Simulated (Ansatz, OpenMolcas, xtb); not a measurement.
# From C to Ge: the dipole moment

One atom is swapped for its congeners: CF3 (trifluoromethyl radical) `F[C](F)F`; SiF3 (trifluorosilyl) `F[Si](F)F`; GeF3 `[F][Ge]([F])[F]`. All are doublets with charge 0.

Shapes, held fixed at every level: PBE0-D4/def2-TZVP. Programs: Ansatz 0.2.0, OpenMolcas 26.06, xtb 6.7.1. A level may come from different programs for different species; with the same settings they agree closely. Values in D.

Task: How should the dipole moment change along the series?

Result: At wB97M-V/def2-TZVPP the dipole moment rises at every step, from 0.22 to 2.16 D. Every level shows the same order. Open shells run unrestricted unless RO is named. Relativity is left out for Ge unless named. Magnitudes only: a dipole under 1 D may point either way.

| level | CF3 | SiF3 | GeF3 |
| --- | --- | --- | --- |
| GFN2-xTB | 0.72 | 1.09 | 1.69 |
| PBE-D4/def2-TZVPP | 0.11 | 1.00 | 1.87 |
| r2SCAN-D4/def2-TZVPP | 0.22 | 1.08 | 1.99 |
| B3LYP/6-31G* (spherical functions) | 0.19 | 1.19 | 1.91 |
| B3LYP-D4/def2-TZVPP | 0.24 | 1.19 | 2.11 |
| wB97M-V/def2-TZVPP | 0.22 | 1.20 | 2.16 |

The dipole moment grows from CF3 through SiF3 to GeF3, but bond polarity alone does not explain both steps. Silicon is much less electronegative than carbon, so the first step fits more polar bonds to fluorine. Germanium, however, is no more electropositive than silicon on common scales, because its filled 3d shell screens the nuclear charge poorly. The second increase therefore probably reflects longer bonds, weaker back-donation from the fluorine lone pairs and a changed pyramidal shape.

In a pyramidal radical the unpaired electron's lobe points away from the fluorines, and its moment opposes the resultant of the bond dipoles. Near-cancellation of the two probably explains the small value for CF3, whereas in the heavier radicals the bond contribution appears to dominate. A small moment thus does not mean that the C–F bonds are nonpolar. GFN2-xTB keeps the order but compresses the range, with 0.72 D for CF3 against 0.22 D at wB97M-V. Averaging over the umbrella vibration, not included here, could noticeably alter so finely balanced a moment.
